# Invariant-based fast expansion of a harmonic trap: boundary conditions on the scaling function

## Result

A particle of mass $m$ moves in the trap $H(t)=p^2/2m+\tfrac12 m\omega^2(t)x^2$, with $\omega=\omega_0$ for $t<0$ and target $\omega=\omega_f<\omega_0$ for $t>t_f$. The symbols $\omega$ denote angular frequencies; numbers are quoted as $\omega/2\pi$ in MHz. Dots are derivatives in $t$, primes in $s=t/t_f$; $T=\omega_0t_f$ and $\gamma=\sqrt{\omega_0/\omega_f}$. $H_0$ and $H_f$ are the static Hamiltonians at $\omega_0$ and $\omega_f$.

1. For any positive $b(t)$ that obeys the Ermakov equation
$$\ddot b+\omega^2(t)\,b=\frac{\omega_0^2}{b^3},\tag{1}$$
the operator
$$I(t)=\frac{(bp-m\dot b x)^2}{2m}+\frac{m\omega_0^2x^2}{2b^2}\tag{2}$$
is a dynamical invariant in the sense of Lewis and Riesenfeld (1969). Choosing $b$ first and reading $\omega^2=\omega_0^2/b^4-\ddot b/b$ from (1) designs the ramp.

2. The six conditions
$$b(0)=1,\quad b(t_f)=\gamma,\quad \dot b=\ddot b=0\ \text{ at } t=0,\,t_f\tag{3}$$
make $\omega^2(t)$ join $\omega_0^2$ to $\omega_f^2$ continuously and carry level $n$ of $H_0$ into level $n$ of $H_f$ for every $n$ and every $t_f>0$. The polynomial of lowest degree that meets them is
$$b=1+(\gamma-1)\,(10s^3-15s^4+6s^5).\tag{4}$$
Final populations equal initial ones; populations in the instantaneous basis change in between. For short $t_f$ the trap is transiently expulsive, $\omega^2<0$.

3. If the two conditions on $\ddot b$ are dropped, the designed $\omega^2$ misses $\omega_0^2$ by $-\ddot b(0)$ and $\omega_f^2$ by $-\ddot b(t_f)/\gamma$. Populations are then preserved only if both gaps are closed by sudden steps.

**Setting.** One $^9$Be$^+$ ion, $m\approx9.012$ u, moves along the axis of a segmented Paul trap, where the dc segment voltages set the curvature and $\omega^2$ is linear in them. The chosen inputs, typical of such traps, are $\omega_0/2\pi=2.0$ MHz and $\omega_f/2\pi=0.5$ MHz, so $\gamma=2$, with $t_f=0.5\ \mu$s, so $T=2\pi$ and $T^2=39.48$. The rms ground-state widths $\sigma=\sqrt{\hbar/2m\omega}$ are $\sigma_0=16.7$ nm and $\sigma_f=33.5$ nm. A sudden switch from $\omega_0$ to $\omega_f$ would leave $\bar n=0.5625$ quanta (equation (9) with frequency ratio $\omega_f/\omega_0$).

## Proof of the invariant

Set $X=x/b$ and $\Pi=bp-m\dot bx$, so that $[X,\Pi]=i\hbar$. The Heisenberg equations $\dot x=p/m$, $\dot p=-m\omega^2x$ give
$$\dot X=\frac{\Pi}{mb^2},\qquad \dot\Pi=-m(\ddot b+\omega^2b)\,x=-\frac{m\omega_0^2X}{b^2},$$
where the terms $\dot bp$ cancel and the last step uses (1). In the time variable $\int dt/b^2$ these are the equations of a static oscillator of frequency $\omega_0$, whose energy $\Pi^2/2m+m\omega_0^2X^2/2$ is $I$. Hence $I$ is conserved with spectrum $(n+\tfrac12)\hbar\omega_0$, and its lowering operator $a=(m\omega_0X+i\Pi)/\sqrt{2m\hbar\omega_0}$ only gains the phase $e^{-i\theta}$, with $\theta(t)=\omega_0\int_0^t dt'/b^2$. The corresponding exact solutions of the Schrödinger equation are
$$\psi_n(x,t)=b^{-1/2}\,e^{\,im\dot bx^2/2\hbar b}\;\phi_n(x/b)\;e^{-i(n+1/2)\theta},\tag{5}$$
with $\phi_n$ the eigenfunctions of $H_0$. Nothing here requires $\omega^2>0$, and a finite jump of $\omega^2$ leaves $b$ and $\dot b$, and therefore $\psi_n$, continuous.

## A wrong attempt

**The argument of this section is wrong; line W4 is false and so is the answer W5.**

**W1.** The eigenstates of $I$ must be those of the trap at both ends.

**W2.** The cross term $-\dot b\,b\,(xp+px)/2$ of (2) must vanish there, so $\dot b(0)=\dot b(t_f)=0$. With $b(0)=1$, $I(0)=H_0$. With $b(t_f)=\gamma$,
$$I(t_f)=\gamma^2\left[\frac{p^2}{2m}+\frac{m\omega_0^2x^2}{2\gamma^4}\right]=\gamma^2H_f .$$

**W3.** Four conditions fix a cubic, $b_c=1+(\gamma-1)(3s^2-2s^3)$, with $b_c''=6(\gamma-1)(1-2s)$. The waveform is $\omega_c^2=\omega_0^2/b_c^4-\ddot b_c/b_c$.

**W4 (false).** Since $I(0)=H_0$ and $I(t_f)=\gamma^2H_f$, the invariant commutes with $H(t)$ at both ends, and the waveform runs from $\omega_0$ to $\omega_f$. It can be written to the waveform generator and its last sample held.

**W5 (wrong answer).** After $0.5\ \mu$s the ion rests in the ground state of a $0.5$ MHz well, with $\bar n=0$ and a constant width of $33.5$ nm.

## The symptom

Tabulating the waveform exposes the fault. For $\gamma=2$ and $T=2\pi$ the cubic of W3 and the quintic (4) give these values of $\omega/2\pi$ in MHz:

| $s$ | 0 | 1/4 | 1/2 | 3/4 | 1 |
|---|---|---|---|---|---|
| cubic | 1.842 | 1.405 | 0.889 | 0.715 | 0.744 |
| quintic | 2.000 | 1.477 | 0.889 | 0.781 | 0.500 |

The cubic waveform starts below the trap in which the ion was cooled, never reaches $0.5$ MHz, and ends higher than it stood at $s=3/4$. In closed form,
$$\omega_c^2(0^+)=\omega_0^2-\frac{6(\gamma-1)}{t_f^2},\qquad \omega_c^2(t_f^-)=\omega_f^2+\frac{6(\gamma-1)}{\gamma\,t_f^2}.\tag{6}$$
A ramp whose end points depend on $t_f$ cannot join two fixed traps. For $t_f<\sqrt{6(\gamma-1)}/\omega_0=0.195\ \mu$s the first sample is not a trap at all. In the laboratory the axial sidebands after the ramp would lie at $0.744$ MHz, and the width of the wave packet would oscillate.

## The faulty line

W1 to W3 are correct. W4 confuses the target Hamiltonians $H_0$, $H_f$ with the Hamiltonian $H(t)$ that equation (1) produces. At an instant where $\dot b=0$, substitute $\omega_0^2/b^4=\omega^2+\ddot b/b$ into (2):
$$I=b^2H+\tfrac12 m\,b\ddot b\,x^2 .$$
With $[x^2,p^2]=2i\hbar(xp+px)$ this gives
$$[I,H]=\tfrac{i\hbar}{2}\,b\ddot b\,(xp+px),\tag{7}$$
which vanishes only for $\ddot b=0$. The cubic has $\ddot b_c=\pm6(\gamma-1)/t_f^2$ at its ends, so $I$ does not commute with $H(0^+)$ or $H(t_f^-)$. The state at $t_f$ is indeed the eigenstate of $H_f$, as W2 says, but the well that holds it is not $H_f$. Put mechanically, $\ddot b\neq0$ means that the width of the packet is momentarily at rest but still accelerating; in a held trap it goes on to oscillate.

## The mended calculation

**Conditions.** By (1), $\omega^2(0^+)=\omega_0^2-\ddot b(0)$ and $\omega^2(t_f^-)=\omega_f^2-\ddot b(t_f)/\gamma$. Continuity with the static traps therefore demands $\ddot b=0$ at both ends, and the same condition makes (7) vanish. This completes (3).

**Polynomial.** Six conditions fix a quintic. Its derivative $b'$ is a quartic with double zeros at $s=0$ and $s=1$, so $b'=\kappa s^2(1-s)^2$. Since $\int_0^1s^2(1-s)^2ds=1/30$, the total rise $\gamma-1$ requires $\kappa=30(\gamma-1)$, and integration gives (4). Then $b''=60(\gamma-1)\,s(1-s)(1-2s)$ and
$$\frac{\omega^2}{\omega_0^2}=\frac1{b^4}-\frac{60(\gamma-1)\,s(1-s)(1-2s)}{T^2\,b}.\tag{8}$$

**Final state.** At $t=0$, (5) reduces to $\phi_n(x)$. At $t_f$ it is $\gamma^{-1/2}\phi_n(x/\gamma)$ times a phase, the $n$th eigenfunction of $H_f$, because the oscillator length scales as $\omega^{-1/2}$. For $t>t_f$, $b=\gamma$ solves (1) with $\omega=\omega_f$, so the state is stationary. A thermal state keeps its populations, and its temperature falls by $\omega_f/\omega_0$. A superposition gains the phases $-(n+\tfrac12)\theta(t_f)$, with $\theta(t_f)=T\int_0^1ds/b^2=3.41$ rad in the setting above. The correct answer is the one W5 claimed without right: a $0.5$ MHz well, $\bar n=0$, constant width $33.5$ nm.

**During the ramp.** From $x=bX$, $p=\Pi/b+m\dot bX$ and the moments of the static oscillator,
$$\langle H\rangle_n=\frac{(n+\frac12)\hbar}{2\omega_0}\left(\dot b^2+\omega^2b^2+\frac{\omega_0^2}{b^2}\right).$$
At $s=1/2$, $\ddot b=0$ and $\omega=\omega_0/b^2$, so an ion that started in $n=0$ carries $b^2b'^2/4T^2$ quanta of the instantaneous trap. With $b=1.5$ and $b'=1.875$ this is $0.050$. The ramp is not adiabatic; the excitation is removed again by $t_f$.

**Expulsive stage.** By (8), $\omega^2<0$ somewhere when $T^2<\max_s b^3b''$. For $\gamma=2$ the maximum is $7.94$ at $s=0.31$, so the threshold is $T=2.82$, or $t_f=0.224\ \mu$s. The ramp of $0.5\ \mu$s stays confining. A ramp of $0.2\ \mu$s reaches $\omega^2=-0.144\,\omega_0^2$ at $s=0.28$, an inverted well with $|\omega|/2\pi=0.76$ MHz. In a segmented trap this means reversing the sign of the axial curvature, which the electrodes permit.

**The other repair.** The cubic itself is not forbidden. If the trap steps suddenly from $\omega_0^2$ to $\omega_c^2(0^+)$ at $t=0$ and from $\omega_c^2(t_f^-)$ to $\omega_f^2$ at $t_f$, then (5) holds throughout with continuous $b$ and $\dot b$, and the transfer is exact. By (6) both steps are downward, by $15.2\%$ and $7.6\%$ of $\omega_0^2$ here. They have to be programmed and they have to be fast. Let $\omega_1=\omega_c(t_f^-)$ and $r=\omega_1/\omega_f$. If the last step comes late by $\delta$, the ground state of $H_f$ evolves at $\omega_1$ for that time, $x\to x\cos\omega_1\delta+(p/m\omega_1)\sin\omega_1\delta$, and its energy in $H_f$ gives $\bar n=\tfrac14(r-1/r)^2\sin^2\omega_1\delta$. For $\delta=10$ ns this is $3.6\times10^{-4}$.

## Size of the error

**Frequency.** From (6), $r^2=1+\epsilon$ with $\epsilon=6(\gamma-1)\gamma^3/T^2=48/T^2=1.2159$, so $r=1.4886$. The held well lies at $0.744$ MHz, which is $244$ kHz or $49\%$ above the value stated in W5.

**Case A: ion cooled at $\omega_0$, first step taken, last sample held.** The ion arrives in the ground state of $H_f$, with $\langle x^2\rangle=\hbar/2m\omega_f$ and $\langle p^2\rangle=\hbar m\omega_f/2$. Its energy in the well $\omega_1$ is $\tfrac14\hbar\omega_1(r+1/r)$, so
$$\bar n_A=\frac{(r-1)^2}{4r}=0.0401.\tag{9}$$
The state is a squeezed vacuum of the held well. Gaussian overlaps give
$$P_0=\frac{2\sqrt r}{1+r}=0.9805,\qquad P_2=\frac{P_0}{2}\left(\frac{r-1}{r+1}\right)^2=0.0189,$$
with $(r-1)/(r+1)=0.1963$, and parity keeps all odd levels empty. The width follows $\sigma^2=\sigma_f^2[\cos^2\omega_1\tau+r^{-2}\sin^2\omega_1\tau]$ with $\tau=t-t_f$, breathing between $33.5$ nm and $\sigma_f/r=22.5$ nm at $2\omega_1/2\pi=1.489$ MHz. Lowering the well slowly to $0.5$ MHz afterwards corrects the frequency but conserves these populations.

**Case B: first and last samples both held.** The ion is then cooled in a well $\omega_a=\omega_c(0^+)$, with $a=\omega_a/\omega_0=0.9209$, which is $7.9\%$ low. Since $\dot b=0$ at both ends, the ramp maps
$$x\to\gamma\left[x\cos\theta+\frac{p}{m\omega_0}\sin\theta\right],\qquad p\to\frac1\gamma\left[p\cos\theta-m\omega_0x\sin\theta\right],$$
with $\theta=T\int_0^1ds/b_c^2=3.316$ rad. Inserting the ground-state moments of $\omega_a$,
$$\bar n_B+\tfrac12=\frac14\left[\frac1r\left(\frac{\sin^2\theta}{a}+a\cos^2\theta\right)+r\left(\frac{\cos^2\theta}{a}+a\sin^2\theta\right)\right],\tag{10}$$
which gives $\bar n_B=0.058$ and reduces to (9) for $a=1$. Because $\theta$ is close to $\pi$, the packet arrives wider than $\sigma_f$ in a well that is already too stiff, and the two mismatches add.

**Dependence on duration** (case A, $\gamma=2$):

| $t_f$ ($\mu$s) | $\omega_c(0^+)/2\pi$ (MHz) | $\omega_1/2\pi$ (MHz) | $\bar n_A$ |
|---|---|---|---|
| 0.2 | 0.448 | 1.466 | 0.318 |
| 0.5 | 1.842 | 0.744 | 0.0401 |
| 1.0 | 1.962 | 0.571 | 0.00441 |
| 2.0 | 1.990 | 0.519 | 0.000335 |

For small $\epsilon$, $r-1\approx\epsilon/2$ and $\bar n_A\approx\epsilon^2/16\propto t_f^{-4}$. The fault in the frequency decays only as $t_f^{-2}$. A test at long $t_f$ that reads out populations alone can therefore pass the cubic, which fails in the fast regime for which the method exists.

## Terms left out of $H(t)$

**Static axial field.** A uniform field $E$ that does not scale with the ramped voltages displaces the well centre by $d=eE/m\omega^2$, from $d_0$ to $\gamma^4d_0$. For $E=1$ V/m these are $67.8$ nm and $1.08\ \mu$m. The mean position obeys $\ddot x+\omega^2x=\omega_0^2d_0$, and $Z=x/b+i(b\dot x-\dot bx)/\omega_0$ then obeys $\dot Z+i\omega_0Z/b^2=i\omega_0d_0\,b$ with $Z(0)=d_0$. The final equilibrium is $Z=\gamma^3d_0$, and $\langle a\rangle=Z/2\sigma_0$, so the ion ends in a coherent state about the new centre with amplitude
$$\alpha=\frac{d_0}{2\sigma_0}\left[e^{-i\theta_f}+iT\int_0^1 b\,e^{-i(\theta_f-\theta)}ds-\gamma^3\right],\qquad\theta_f=\theta(t_f).$$
For the quintic at $T=2\pi$ the bracket has modulus $6.2$, and $d_0/2\sigma_0=2.02$ per V/m, so $\bar n=|\alpha|^2\approx1.6\times10^2\,(E/\mathrm{V\,m^{-1}})^2$. A field of about $16$ mV/m already matches $\bar n_A$. The result $\bar n=0$ of the mended ramp, and the figures of (9) and (10), hold only with the axial field nulled well below that level. The two sources can be told apart, since a displacement fills $n=1$ and the squeezing of case A does not.

**Electrode filters.** A single-pole filter obeys $\tau_c\dot U+U=U_{\rm in}$. For an assumed cutoff of $1$ MHz, $\tau_c=159$ ns and $\tau_c/t_f=0.32$, so an uncorrected waveform is distorted at order unity. The input $U_{\rm in}=U+\tau_c\dot U$ cancels the filter exactly and is finite wherever $U$ is continuous with bounded slope. For the quintic, $d\omega^2/dt=-60(\gamma-1)/t_f^3$ at $t=0^+$, so the input drops at the start by the equivalent of $0.48\,\omega_0^2$. For the stepped cubic the same correction contains delta functions and cannot be produced. This is the practical reason for the conditions on $\ddot b$. Adding $\dddot b=0$ at both ends gives $b=1+(\gamma-1)(35s^4-84s^5+70s^6-20s^7)$, for which $d\omega^2/dt$, and with it the corrected input, is continuous as well.

**Radial motion.** Laplace's equation ties the radial dc curvature to the axial one. If it is shared equally, $\omega_r^2=\omega_{\rm rf}^2-\omega^2/2$ with $\omega_{\rm rf}$ the pseudopotential frequency, so lowering or inverting the axial well stiffens the radial one. For a typical initial $\omega_r/2\pi=10$ MHz the expansion raises $\omega_r$ by $0.9\%$, and even a sudden change of that size gives only $2\times10^{-5}$ quanta by (9).

**Anharmonicity.** A quartic term with a typical length scale $\ell=100\ \mu$m is smaller than the harmonic one by about $(\sigma_f/\ell)^2=1.1\times10^{-7}$ for an ion near the ground state at the well centre.